Intraband coupling and the sum rule with position-dependent mass

Two-band model. Keep the Γ conduction function u_c and one remote function u_v, with P = ⟨u_c|p_z|u_v⟩ the same in all layers and local gap Δ(z) = E_c − E_v. Spin is omitted, light is polarised along the growth axis z, the in-plane wave vector is zero, and p = −iħ d/dz acts on envelopes. For ψ = F u_c + F_v u_v the v row of the k·p equations gives, to first order in p,
F_v = P* Δ⁻¹ pF/m0.
Since ⟨u_c|p_z|u_c⟩ = 0, the first-order coupling is
⟨ψ_f|p_z|ψ_i⟩/m0 = ⟨F_f| p/m0 + (|P|²/m0²)(Δ⁻¹p + pΔ⁻¹) |F_i⟩ = ⟨F_f|v|F_i⟩,
v = ½{p, 1/m(z)}, 1/m = 1/m0 + 2|P|²/(m0²Δ).
Further remote bands add terms of the same form. In bulk v = p/m*. For GaAs (measured m* = 0.067 m0, Vurgaftman 2001) the admixture supplies the fraction 1 − m*/m0 = 0.933 of v.

Sum rule. Inserting F_v in the c row gives the BenDaniel–Duke Hamiltonian H = p(1/2m)p + V, with V = E_c(z). Then (i/ħ)[H, z] = v and [z, [H, z]] = ħ²/m(z). The expectation value in state i, with a complete set inserted, is the Thomas–Reiche–Kuhn rule
Σ_j 2(E_j − E_i)|z_ij|²/ħ² = ⟨i|1/m(z)|i⟩,
continuum included.

Square well. Let m = m_w, V = 0 for |z| < a and m = m_b, V = V0 outside; F and F′/m are continuous. With E = ħ²k²/2m_w = V0 − ħ²κ²/2m_b, even states obey k tan ka = (m_w/m_b)κ and odd states −k cot ka = (m_w/m_b)κ. From v_j1 = (i/ħ)(E_j − E_1)z_j1, for real envelopes,
(E_j − E_1)z_j1 = −(ħ²/2)∫(F_jF_1′ − F_j′F_1)/m dz.
In each layer the integrand has the antiderivative [(2V − E_j − E_1)F_jF_1/m − ħ²(F_j′/m)(F_1′/m)]/(E_j − E_1), whose last term cancels across interfaces. For odd j,
z_j1 = ħ²F_j(a)F_1(a)[(E_j + E_1)/m_w + (2V0 − E_j − E_1)/m_b]/(E_j − E_1)².
Bound states have F_1(a)² = cos²k₁a/N₁ and F_2(a)² = sin²k₂a/N₂, with
N₁ = a + sin(2k₁a)/2k₁ + cos²(k₁a)/κ₁, N₂ = a − sin(2k₂a)/2k₂ + sin²(k₂a)/κ₂.
Odd continuum states, E = V0 + ħ²Q²/2m_b, normalised to δ(Q − Q′), have
F(a)² = 1/{π[1 + (m_b k/m_w Q)² cot²ka]}.
With f_j1 = 2m_w(E_j − E_1)z_j1²/ħ² the rule reads Σf = 1 − P_b(1 − m_w/m_b), where P_b = cos²(k₁a)/(κ₁N₁) is the ground-state barrier probability.

Numbers for a GaAs/AlAs well, 2a = 3.0 nm, m_w = 0.067 m0. The AlAs Γ mass m_b = 0.15 m0 is typical. V0 = 1.0 eV is assumed, roughly the typical two thirds of the difference 1.580 eV between the typical AlAs direct gap, 3.099 eV, and the measured GaAs gap, 1.519 eV (Vurgaftman 2001). Two states are bound, E₁ = 0.211 eV and E₂ = 0.855 eV, and P_b = 0.085, so Σf = 0.953. The closed form gives z₂₁ = 0.882 nm and f₂₁ = 0.882; integrating f over Q gives 0.071, and the two add to 0.953. The mass step costs 4.7 per cent of the uniform-mass sum, unity.

Limits. These figures are the model's and test the identity. The AlAs X valleys are omitted, and replacing E − E_v by Δ neglects nonparabolicity. Without the free-electron term the bulk two-band dispersion is E(E + E_g) = εE_g, ε = ħ²k²/2m*, and its curvature, which replaces ħ²/m* in the conduction-band sum, carries the factor (1 + 4ε/E_g)^(−3/2). At ε = E₁ and E_g = 1.519 eV this is 0.5, far outweighing the mass step, so the model overstates the summed strength of a real 3 nm well by tens of per cent.